\section*{Appendix: Gaussian limit of the hypercubic lattice and its $1/d$ correction}

\subsection*{Premises and conventions}

One orbital sits on each site of the infinite $d$-dimensional hypercubic lattice with unit lattice constant. The on-site energy is zero and the hopping matrix element between nearest neighbours is $-t$, $t>0$. The Bloch energies are
\begin{equation}
\epsilon_{\mathbf k}=-2t\sum_{a=1}^{d}\cos k_a ,\qquad -\pi<k_a\le\pi .
\label{eq:disp}
\end{equation}
Brackets $\langle\cdots\rangle$ denote the uniform zone average. The density of states (DOS) per site and spin is $\rho_d(E)=\langle\delta(E-\epsilon_{\mathbf k})\rangle$, and for $\mathrm{Im}\,z>0$ the Green function between sites separated by $\mathbf R=(R_1,\dots,R_d)$ is $G_{\mathbf R}(z)=\langle e^{i\mathbf k\cdot\mathbf R}/(z-\epsilon_{\mathbf k})\rangle$, so that $\rho_d(E)=-\pi^{-1}\mathrm{Im}\,G_{\mathbf 0}(E+i0)$.

Under the zone average the $d$ terms of Eq.~(\ref{eq:disp}) are independent and identically distributed, with $\langle\cos k\rangle=0$ and $\langle\cos^2k\rangle=1/2$. Hence $\langle\epsilon^2\rangle=2dt^2$, which stays finite as $d\to\infty$ under the scaling of Metzner and Vollhardt (1989),
\begin{equation}
t=\frac{t^*}{\sqrt{2d}},\qquad \langle\epsilon^2\rangle=t^{*2}.
\label{eq:scale}
\end{equation}
Here $t^*$ is the standard deviation of the band; the other common convention, $t=t^*/(2\sqrt d)$, halves the variance in units of $t^{*2}$. We write $x=E/t^*$ and $\zeta=z/t^*$. The band edges lie at $|E|=2dt$, that is $|x|=\sqrt{2d}$.

\subsection*{Exact integral representation}

For $\mathrm{Im}\,z>0$, $1/(z-\epsilon)=-i\int_0^\infty ds\,e^{i(z-\epsilon)s}$. The factor $e^{-i\epsilon_{\mathbf k}s}=\prod_a e^{2its\cos k_a}$ separates, and the Jacobi--Anger expansion $e^{iu\cos k}=\sum_m i^mJ_m(u)e^{imk}$ with $J_{-m}=(-1)^mJ_m$ gives $\langle e^{ikR}e^{iu\cos k}\rangle=i^{|R|}J_{|R|}(u)$. With $\tau=t^*s$, $n_a=|R_a|$ and the Manhattan distance $n=\sum_a n_a$,
\begin{equation}
t^*G_{\mathbf R}=-i\int_0^\infty d\tau\,e^{i\zeta\tau}\,i^{\,n}\prod_{a=1}^{d}J_{n_a}(u),\qquad u=2ts=\tau\sqrt{2/d}.
\label{eq:exactG}
\end{equation}
For $\mathbf R=\mathbf 0$ and $\zeta\to x+i0$,
\begin{equation}
t^*\rho_d=\frac1\pi\int_0^\infty d\tau\,\cos(x\tau)\,\Phi_d(\tau),\qquad \Phi_d(\tau)=[J_0(u)]^d .
\label{eq:exactrho}
\end{equation}
Since $|J_0(u)|\le\sqrt{2/(\pi u)}$, the integral converges absolutely for $d\ge3$.

\subsection*{Expansion of the characteristic function}

Insert $y=J_0-1=-u^2/4+u^4/64-u^6/2304+\dots$ into $\ln(1+y)=y-y^2/2+y^3/3-\dots$. The $u^4$ coefficient is $1/64-1/32=-1/64$ and the $u^6$ coefficient is $-1/2304+1/256-1/192=-1/576$. With $u^2=2\tau^2/d$,
\begin{equation}
\ln\Phi_d=d\left(-\frac{u^2}{4}-\frac{u^4}{64}-\frac{u^6}{576}-\dots\right)=-\frac{\tau^2}{2}-\frac{\tau^4}{16d}-\frac{\tau^6}{72d^2}-\dots
\label{eq:cum}
\end{equation}
Comparison with $\ln\Phi=\sum_m\kappa_m(-i\tau)^m/m!$ gives the cumulants of $x$: $\kappa_2=1$, $\kappa_4=-24/(16d)=-3/(2d)$, and no odd ones. The fourth moment $\langle x^4\rangle=3-3/(2d)$ is exact in every $d$; for the chain it reproduces $\langle\cos^4k\rangle/\langle\cos^2k\rangle^2=3/2$. Expanding the exponential at fixed $\tau$,
\begin{equation}
\Phi_d=e^{-\tau^2/2}\left[1-\frac{\tau^4}{16d}+\frac1{d^2}\left(\frac{\tau^8}{512}-\frac{\tau^6}{72}\right)+\dots\right].
\label{eq:Phi}
\end{equation}

\subsection*{Density of states}

Let $\phi(x)=e^{-x^2/2}/\sqrt{2\pi}=\pi^{-1}\int_0^\infty\cos(x\tau)e^{-\tau^2/2}d\tau$. Two derivatives with respect to $x$ bring down $-\tau^2$, so a factor $\tau^{2m}$ in the integrand gives $(-1)^m\phi^{(2m)}=(-1)^m\mathrm{He}_{2m}(x)\phi(x)$, by the definition $\phi^{(m)}=(-1)^m\mathrm{He}_m\phi$ of the Hermite polynomials of weight $\phi$. Term by term,
\begin{equation}
\rho_d(E)=\frac{e^{-x^2/2}}{\sqrt{2\pi}\,t^*}\left[1-\frac{x^4-6x^2+3}{16d}+\frac1{d^2}\left(\frac{\mathrm{He}_6}{72}+\frac{\mathrm{He}_8}{512}\right)+\dots\right],
\label{eq:rho}
\end{equation}
with $\mathrm{He}_4=x^4-6x^2+3$, $\mathrm{He}_6=x^6-15x^4+45x^2-15$ and $\mathrm{He}_8=x^8-28x^6+210x^4-420x^2+105$. This is the Edgeworth series of the sum (\ref{eq:disp}). As $\mathrm{He}_m$ is orthogonal under $\phi$ to all polynomials of lower degree, the corrections leave norm and variance unchanged. The $1/d$ term lowers the centre by the factor $1-3/(16d)$, raises the flanks $3-\sqrt6<x^2<3+\sqrt6$ and depletes the tails.

\subsection*{Control of the remainder}

The series (\ref{eq:cum}) converges only up to the first zero $j_1=2.405$ of $J_0$, so the termwise integration needs an argument. Split the integral (\ref{eq:exactrho}) at $u=1$ and $u=j_1$.

(i) The product $J_0(u)=\prod_p(1-u^2/j_p^2)$ over the positive zeros shows that every coefficient in Eq.~(\ref{eq:cum}) is negative. Thus $\Phi_d=e^{-\tau^2/2}e^{-r}$ with $r\ge0$ for $u<j_1$. For $u\le1$, $r=\tau^4/(16d)+r_2$ with $0\le r_2\le C\tau^6/d^2$ and $r\le C'\tau^4/d$, where $C$ and $C'$ do not depend on $d$. The inequality $0\le e^{-r}-1+r\le r^2/2$ bounds the difference between $\Phi_d$ and the first two terms of Eq.~(\ref{eq:Phi}) by $d^{-2}e^{-\tau^2/2}$ times a fixed polynomial, which is integrable.

(ii) For $1<u<j_1$, $0\le\Phi_d\le e^{-du^2/4}\le e^{-d/4}$ over a $\tau$ interval of length $O(\sqrt d)$. The two retained terms, integrated over all $\tau>\sqrt{d/2}$, are also of order $e^{-d/4}$ times a power of $d$.

(iii) For $u\ge j_1$, $|J_0|\le\mu=0.4028$, its value at the first minimum $u_1=3.832$. Then $|J_0|^d\le\mu^{d-3}(2/\pi u)^{3/2}$, and this region contributes at most a constant times $\sqrt d\,\mu^{d-3}$.

Since $|\cos x\tau|\le1$, the result is $t^*\rho_d=\phi\,[1-\mathrm{He}_4/(16d)]+O(d^{-2})$ uniformly in $x$; higher orders follow in the same way. The bound is absolute, not relative. Region (iii) is invisible to every power of $1/d$, and its slowly decaying oscillations produce the van Hove singularities and the band edges. Its first lobe follows from Laplace's method: at $u_1$, $J_0'=0$ and Bessel's equation gives $J_0''=-J_0$, so $|J_0|^d\simeq\mu^d e^{-d(u-u_1)^2/2}$. At $x=0$, with $d\tau=\sqrt{d/2}\,du$,
\begin{equation}
t^*\,\delta\rho_d(0)\simeq\frac1\pi\sqrt{\frac d2}\sqrt{\frac{2\pi}{d}}\,(-\mu)^d=\frac{(-\mu)^d}{\sqrt\pi}.
\label{eq:lobe}
\end{equation}

\subsection*{Local Green function}

The leading term of Eq.~(\ref{eq:Phi}) in Eq.~(\ref{eq:exactG}) defines $g(\zeta)=-i\int_0^\infty e^{i\zeta\tau-\tau^2/2}d\tau$. Complete the square, $i\zeta\tau-\tau^2/2=-\zeta^2/2-(\tau-i\zeta)^2/2$, and set $v=(\tau-i\zeta)/\sqrt2$. The path runs from $-i\zeta/\sqrt2$ to infinity parallel to the real axis, where $\int e^{-v^2}dv=(\sqrt\pi/2)\,\mathrm{erfc}(-i\zeta/\sqrt2)$. Therefore
\begin{equation}
g(\zeta)=-i\sqrt{\frac\pi2}\;w\!\left(\frac{\zeta}{\sqrt2}\right),\qquad w(q)=e^{-q^2}\mathrm{erfc}(-iq),
\label{eq:fadd}
\end{equation}
with $w$ the Faddeeva function. On the real axis $g(x)=\sqrt2\,D(x/\sqrt2)-i\pi\phi(x)$, where $D(q)=e^{-q^2}\int_0^qe^{v^2}dv$ is Dawson's integral. The lower half-plane follows from $G(z^*)=G(z)^*$, not from continuing $w$.

Integrating $\partial_\tau e^{i\zeta\tau-\tau^2/2}$ from $0$ to $\infty$ gives $-1=\int(i\zeta-\tau)e^{i\zeta\tau-\tau^2/2}d\tau=-\zeta g-g'$, since $g'=\int\tau\,e^{i\zeta\tau-\tau^2/2}d\tau$. Hence
\begin{equation}
g'=1-\zeta g,\qquad g^{(m+1)}=-\zeta g^{(m)}-m\,g^{(m-1)}\quad(m\ge1).
\label{eq:ode}
\end{equation}
The recursion gives $g''=(\zeta^2-1)g-\zeta$, $g'''=-(\zeta^3-3\zeta)g+\zeta^2-2$ and $g^{(4)}=\mathrm{He}_4(\zeta)g-\zeta^3+5\zeta$. Each factor $i\tau$ in the integrand is one derivative $\partial_\zeta$, so $\tau^4\to\partial_\zeta^4$ and
\begin{equation}
t^*G_{\mathbf 0}(z)=g-\frac{\mathrm{He}_4(\zeta)\,g-\zeta^3+5\zeta}{16d}+O(d^{-2}).
\label{eq:G0}
\end{equation}
The bounds (i)--(iii) carry over because $|e^{i\zeta\tau}|\le1$. On the real axis the polynomial is real and Eq.~(\ref{eq:rho}) returns. At large $|\zeta|$, $g\simeq1/\zeta$ implies $g^{(4)}\simeq24/\zeta^5$, which shifts the fourth moment by $-3/(2d)$, as it must.

\subsection*{Green function between different sites}

Fix $\mathbf R$ with $m\le n$ non-zero components and let $d$ grow. From $J_\nu(u)=(u/2)^\nu[1-u^2/(4\nu+4)+\dots]/\nu!$ and $1/J_0=1+u^2/4+\dots$,
\begin{equation}
\frac{J_\nu(u)}{J_0(u)}=\frac{1}{\nu!}\left(\frac{\tau}{\sqrt{2d}}\right)^{\nu}\left[1+\frac{\nu}{\nu+1}\,\frac{\tau^2}{2d}+\dots\right].
\end{equation}
The product in Eq.~(\ref{eq:exactG}) is $\Phi_d\prod_aJ_{n_a}/J_0$. With $(i\tau)^n\to\partial_\zeta^n$ and $\tau^2\to-\partial_\zeta^2$,
\begin{equation}
t^*G_{\mathbf R}=\frac{(2d)^{-n/2}}{\prod_an_a!}\left[g^{(n)}-\frac{\sigma_{\mathbf R}}{2d}\,g^{(n+2)}-\frac{g^{(n+4)}}{16d}+O(d^{-2})\right],\qquad\sigma_{\mathbf R}=\sum_a\frac{n_a}{n_a+1}.
\label{eq:GR}
\end{equation}
The remainder is controlled as before, with $J_0^{\,d-m}$ in place of $J_0^{\,d}$. Thus $G_{\mathbf R}\propto d^{-n/2}$ at fixed $\mathbf R$ and $z$, and at equal $n$ a site along one axis is weaker by $1/n!$ than a site displaced along $n$ different axes.

Two exact relations test Eq.~(\ref{eq:GR}). The diagonal element of $(z-H)G=1$ reads $zG_{\mathbf 0}+2dt\,G_1=1$, where $G_1$ joins nearest neighbours, so $t^*G_1=(1-\zeta\,t^*G_{\mathbf 0})/\sqrt{2d}$. By Eqs.~(\ref{eq:G0}) and (\ref{eq:ode}) the numerator is $g'+\zeta g^{(4)}/(16d)=g'-g'''/(4d)-g^{(5)}/(16d)$, which is the bracket of Eq.~(\ref{eq:GR}) for $n=1$, $\sigma=1/2$. Second, $G^2=-\partial_zG$ means $\sum_{\mathbf R}G_{\mathbf R}^2=-\partial_zG_{\mathbf 0}$. Shell $n$ holds $2^n\binom dn\simeq(2d)^n/n!$ sites with all $n_a\le1$, the others being fewer by a factor of order $1/d$, so it contributes $[g^{(n)}]^2/n!$. Writing each $g^{(n)}$ as its integral and summing $\sum_n(-\tau\tau')^n/n!=e^{-\tau\tau'}$, which is permitted for $\mathrm{Im}\,\zeta>0$ by absolute convergence,
\begin{equation}
\sum_{n=0}^\infty\frac{[g^{(n)}]^2}{n!}=-\int_0^\infty\!\!\int_0^\infty d\tau\,d\tau'\,e^{i\zeta(\tau+\tau')-(\tau+\tau')^2/2}=-g'.
\end{equation}
Single elements vanish as $d\to\infty$, yet each shell keeps a share of order unity in such sums.

\subsection*{Range of validity}

(a) The relative accuracy of Eq.~(\ref{eq:rho}) needs $|\mathrm{He}_4|\ll16d$, in the tails $x^4\ll16d$. The first-order form turns negative at $x^2=3+\sqrt{6+16d}$, which for $d=3$ is $|x|=3.22$, beyond the true edge at $2.45$. Quantities set by a band edge, such as low carrier densities or bound states, lie outside the expansion.

(b) Pointwise values at small $d$ carry the terms of region (iii). For $d=3$ at the band centre, Eq.~(\ref{eq:rho}) gives $t^*\rho=0.3989$, $0.3740$ and $0.3739$ at orders $d^0$, $d^{-1}$ and $d^{-2}$, while numerical integration of the simple-cubic DOS gives $0.3495$. The series has settled 7 per cent too high. The gap of $-0.024$ has the sign and order of the first lobe (\ref{eq:lobe}), $-0.037$, which the later lobes, alternating in sign for odd $d$, partly cancel.

(c) Off the real axis $e^{-\tau\,\mathrm{Im}\zeta}$ damps region (iii). At $z=it^*$, where $G_{\mathbf 0}=-i\gamma/t^*$, one has $\gamma=I_0-I_4/(16d)+(I_8/512-I_6/72)/d^2$ with $I_m=\int_0^\infty\tau^me^{-\tau-\tau^2/2}d\tau$, and $I_0=0.6557$, $I_4=0.5568$, $I_6=1.8316$, $I_8=8.9392$. For $d=3$ the three orders give $0.6557$, $0.6441$ and $0.6432$, against $0.6421$ from Eq.~(\ref{eq:exactG}). For $t^*G_1$ the first two orders give $0.1406$ and $0.1453$, against $0.1461$.

(d) Equation (\ref{eq:GR}) holds at fixed $n$, away from zeros of $g^{(n)}$, while both correction terms are small. It says nothing on the decay at large distance in fixed $d$.

(e) The premise is a sum of independent scalar terms. A second-neighbour term $-4t'\sum_{a<b}\cos k_a\cos k_b$ breaks it. In $d=3$, to first order in $t'$, $\langle\epsilon^3\rangle=3(2t)^2(-4t')(3/2)=-72t^2t'$, so $\kappa_3=-72t'/(6^{3/2}t)=-4.9\,t'/t$. For an illustrative $t'/t=0.1$ the added Edgeworth term $\kappa_3\mathrm{He}_3/6$ has a coefficient of size $0.08$, above the $1/48=0.021$ of the $1/d$ term. Being odd in $x$, it leaves $\gamma$ unchanged at first order.

\subsection*{Illustration: model $e_g$ band matched in variance}

For one spin direction, the nearest-neighbour $e_g$ model of a cubic LaMnO$_3$-type perovskite lets only the orbital $3r_a^2-r^2$ hop along axis $a$, with amplitude $-t_\sigma$:
\begin{equation}
H(\mathbf k)=-2t_\sigma\sum_{a=x,y,z}\cos k_a\,P_a,\qquad
P_z=\begin{pmatrix}1&0\\0&0\end{pmatrix},\quad
P_{x,y}=\frac14\begin{pmatrix}1&\mp\sqrt3\\\mp\sqrt3&3\end{pmatrix},
\end{equation}
in the basis $(3z^2-r^2,\;x^2-y^2)$. The $P_a$ are rank-one projectors with $\sum_aP_a=\frac32\mathbf 1$, $\mathrm{tr}P_aP_b=1/4$ and $\mathrm{tr}(P_aP_b)^2=1/16$ for $a\ne b$. The first property bounds the spectrum by $\pm3t_\sigma$, so $W=6t_\sigma$. By cubic symmetry the local Green function is $G=\frac12\mathrm{tr}\langle(z-H)^{-1}\rangle$ for both orbitals.

The variance is $\frac12(2t_\sigma)^2\cdot3\cdot\frac12=3t_\sigma^2$, so matching sets $t^*=\sqrt3\,t_\sigma$. In the fourth moment the three words $aaaa$ give $3\cdot\frac38$. Each of the three pairs of axes has four words of type $aabb$ or $abba$ with trace $1/4$ and two of type $abab$ with trace $1/16$, all weighted by $\langle\cos^2k\rangle^2=1/4$, in total $3\cdot\frac98\cdot\frac14$. Then $\langle\epsilon^4\rangle=\frac12\cdot16\,t_\sigma^4\left(\frac98+\frac{27}{32}\right)=\frac{63}{4}t_\sigma^4$ and $\langle x^4\rangle=7/4$. Equating this to $3-3/(2d)$ gives $d_{\rm eff}=6/5$, a fitted parameter well below the spatial dimension and outside the range $d\ge3$ of the remainder bound. The cause is the small trace between different axes, which suppresses the mixed paths that drive a scalar band towards $\langle x^4\rangle=3$.

Take $t_\sigma=0.60$ eV, a typical approximate value, so that $W=3.6$ eV and $t^*=1.04$ eV. The table lists $G$ at $z=it^*$. The $e_g$ entry is the zone average of $\gamma=\frac32\mathrm{tr}(3+H^2/t_\sigma^2)^{-1}$ on a converged uniform mesh. The box is the constant DOS on $|x|<\sqrt3$, which has the width and variance of the $e_g$ band, $\langle x^4\rangle=9/5$ and $\gamma=\pi/(3\sqrt3)$.
\begin{center}
\begin{tabular}{lcc}
\hline
DOS & $\gamma$ & $-\mathrm{Im}\,G(it^*)$ (eV$^{-1}$)\\
\hline
Gaussian & 0.656 & 0.631\\
with $1/d$ term, $d=3$ & 0.644 & 0.620\\
with $1/d$ term, $d=6/5$ & 0.627 & 0.603\\
box & 0.605 & 0.582\\
$e_g$ model, zone average & 0.596 & 0.574\\
\hline
\end{tabular}
\end{center}
The Gaussian lies 10 per cent above the zone average. The $1/d$ term moves it in the right direction, to 8 per cent at $d=3$ and 5 per cent at $d_{\rm eff}$, where the hypercubic $d^{-2}$ term would lower $\gamma$ only to $0.621$. The hybridisation function $\Delta=z-1/G$ magnifies the gap: $|\Delta(it^*)|/t^*=1/\gamma-1$ is $0.525$ for the Gaussian and $0.677$ for the $e_g$ model, so the Gaussian is 22 per cent low.

The edges fare worse. The Gaussian places $\mathrm{erfc}\sqrt{3/2}=8.3$ per cent of the states outside $|E|<3t_\sigma=1.8$ eV, and the $1/d$ term does not alter this, because $\int_x^\infty\mathrm{He}_4\phi\,dx'=(x^3-3x)\phi(x)$ vanishes at $x=\sqrt3$. In the model, $P_z$ annihilates $x^2-y^2$, which therefore stays at $-3t_\sigma$ along the whole line $(0,0,k_z)$ and disperses across it as $\frac34t_\sigma(k_x^2+k_y^2)$. Each of the three such lines gives the two-dimensional step $1/(3\pi t_\sigma)$, so the DOS per orbital and spin jumps by $1/(2\pi t_\sigma)=0.265$ eV$^{-1}$ at the edge, where the Gaussian has $0.086$ eV$^{-1}$.

These numbers are the model's. Its width was chosen within the 3 to 4 eV typical of manganite $e_g$ bands, but its shape is not the spectrum of LaMnO$_3$. That compound is typically a Jahn--Teller distorted antiferromagnetic insulator with a gap of order 1 eV, comparable to $t^*$, whereas the bare model band with one electron in two spin-aligned orbitals is half filled and metallic, with a finite DOS at the Fermi level where the material has none.